# Anisotropic elastic Green's function as a line integral

## Statement

Let $G_{km}(\mathbf x)$ be the displacement along $k$ due to a unit force along $m$ at the origin of an infinite, homogeneous, linear elastic crystal: $C_{ijkl}G_{km,li}+\delta_{jm}\delta(\mathbf x)=0$. Repeated indices are summed. Define $(ab)_{jk}=a_iC_{ijkl}b_l$, $r=|\mathbf x|$, $\mathbf T=\mathbf x/r$, and $M=(zz)^{-1}$, with $(zz)$ positive definite for all unit vectors $\mathbf z$. With $\mathbf z(\psi)$ on the unit circle normal to $\mathbf T$,

$$G=\frac{1}{8\pi^2r}\int_0^{2\pi}M\,d\psi,\qquad G_{,s}=\frac{1}{8\pi^2r^2}\int_0^{2\pi}\Big[-T_sM+z_sM\big((zT)+(Tz)\big)M\Big]d\psi$$

(Lifshitz and Rozenzweig 1947; Synge 1957; gradient: Barnett 1972).

**Smallest model.** For a cubic crystal and $\mathbf T=[001]$, with $C'=(C_{11}-C_{12})/2$, $C_L=(C_{11}+C_{12}+2C_{44})/2$ and $\Delta=\sqrt{C_{11}C_{44}C_LC'}$, $G$ is diagonal and

$$4\pi rG_{33}=\frac1{C_{44}},\qquad 4\pi rG_{11}=4\pi rG_{22}=\frac{C_{11}+C_{44}}{2\Delta},$$

$$4\pi r^2G_{13,1}=\frac{C_{12}+C_{44}}{C_{44}(C_{11}+C_{12})}\left(1-\frac{C_{44}C'}{\Delta}\right).$$

## Proof

**General.** In Fourier space $\tilde G(k\mathbf z)=M(\mathbf z)/k^2$, so $k^2$ cancels against the volume element. $M$ is even in $\mathbf z$, and $\int_0^\infty\cos(kq)\,dk=\pi\delta(q)$, so

$$G=\frac1{8\pi^2}\int_{S^2}M\,\delta(\mathbf z\cdot\mathbf x)\,dS .$$

Put $t=\mathbf z\cdot\mathbf T$, $dS=dt\,d\psi$. Then $\delta(rt)=\delta(t)/r$ gives $G$. Differentiation gives the integrand $z_sM\,\delta'(t)/r^2$, and the $t$ integral yields $-\partial_t(z_sM)/r^2$ at $t=0$. There $\partial_t\mathbf z=\mathbf T$ and $\partial_tM=-M\big((zT)+(Tz)\big)M$, which gives $G_{,s}$.

**Cube axis.** For $\mathbf z=(c,s,0)=(\cos\psi,\sin\psi,0)$, $(zz)$ splits into $(zz)_{33}=C_{44}$ and

$$K=\begin{pmatrix}C_{11}c^2+C_{44}s^2&(C_{12}+C_{44})cs\\(C_{12}+C_{44})cs&C_{11}s^2+C_{44}c^2\end{pmatrix},$$

$$D=\det K=C_{11}C_{44}\cos^22\psi+C_LC'\sin^22\psi .$$

The average over $\psi$ is $\langle1/D\rangle=1/\Delta$. Fourfold symmetry gives $\langle M_{11}\rangle=\langle M_{22}\rangle=\tfrac12\langle\operatorname{tr}K/D\rangle$ with $\operatorname{tr}K=C_{11}+C_{44}$, and $M_{12}$ is odd in $\psi$. Since $4\pi rG=\langle M\rangle$, the first line follows.

The only non-zero elements of $(zT)+(Tz)$ are those with indices $\alpha3$ and $3\alpha$ ($\alpha=1,2$), equal to $(C_{12}+C_{44})z_\alpha$. As $T_1=0$ and $G_{13,1}=G_{23,2}$,

$$4\pi r^2G_{13,1}=\frac{C_{12}+C_{44}}{2C_{44}}\langle z_\alpha K^{-1}_{\alpha\beta}z_\beta\rangle,\qquad z_\alpha K^{-1}_{\alpha\beta}z_\beta=\frac{2}{C_{11}+C_{12}}\left(1-\frac{C_{44}C'}{D}\right),$$

and averaging completes the proof.

## Numbers

Niobium: $C_{11}=246.5$, $C_{12}=134.5$, $C_{44}=28.73$ GPa (room temperature, compiled by Blaschke). Silicon, typical values: 165.6, 63.9, 79.5 GPa. A cubic point defect with elastic dipole $P_{jk}=P\delta_{jk}$ produces $u_i=-PG_{ij,j}$, and on the axis $G_{3j,j}=2G_{13,1}-G_{33}/r$.

| | Nb | Si |
|---|---|---|
| Zener ratio $A=C_{44}/C'$ | 0.513 | 1.56 |
| $\Delta$ ($10^3$ GPa$^2$) | 9.32 | 11.4 |
| $4\pi rG_{33}$ (TPa$^{-1}$) | 34.8 | 12.6 |
| $4\pi rG_{11}$ (TPa$^{-1}$) | 14.8 | 10.7 |
| $4\pi r^2G_{13,1}$ (TPa$^{-1}$) | 12.3 | 5.07 |
| $4\pi r^2G_{3j,j}$ (TPa$^{-1}$) | −10.1 | −2.43 |
| $-4\pi r^2C_{11}G_{3j,j}$ | 2.50 | 0.40 |

For niobium the continuum model gives an outward displacement of 0.129 pm per eV of $P$ at 1 nm along $[001]$. Statics requires isothermal constants. For niobium, adiabatic $C_{11}$ and $C_{12}$ are typically about 1 % larger, which can move the third figure if the listed values are adiabatic.

## Comparison with the general statement

- **Radial part.** Because $\mathbf z\cdot\mathbf T=0$, the gradient formula gives $T_sG_{,s}=-G/r$, the derivative of $1/r$; this supplies $G_{33,3}$.
- **Angular part.** $G_{13}$ vanishes on the axis while $G_{13,1}$ does not. It comes entirely from the $z_s$ term, which describes the tilt of the circle as $\mathbf T$ turns.
- **Isotropy.** For $A=1$, $C_{44}=C'=\mu$, $C_{12}=\lambda$, $C_L=C_{11}=\lambda+2\mu$ and $\Delta=C_{11}C_{44}$. With $\nu=\lambda/[2(\lambda+\mu)]$, $4\pi rG_{11}=(3-4\nu)/[4\mu(1-\nu)]$ and $4\pi r^2G_{13,1}=1/[4\mu(1-\nu)]$. These are the values of Kelvin's solution $G_{ij}=[(3-4\nu)\delta_{ij}+T_iT_j]/[16\pi\mu(1-\nu)r]$. The last table row then equals 1, so it is the axial defect field relative to an isotropic solid of the same $C_{11}$: enhanced in niobium, reduced in silicon.
- **Which moduli enter.** Only plane waves travelling normal to $\mathbf T$ fix $G$. The axial response feels the shear constant $C_{44}$ alone, never $C_{11}$. $\Delta^2$ is the product of the longitudinal and in-plane shear moduli along $[100]$ and $[110]$, so $G_{11}$ diverges as $C'^{-1/2}$ when $C'\to0$.
- **Limits of the closed form.** For a general $\mathbf T$, $\det(zz)$ is a sextic form in $(\cos\psi,\sin\psi)$, and the integral is done by quadrature or from numerical roots.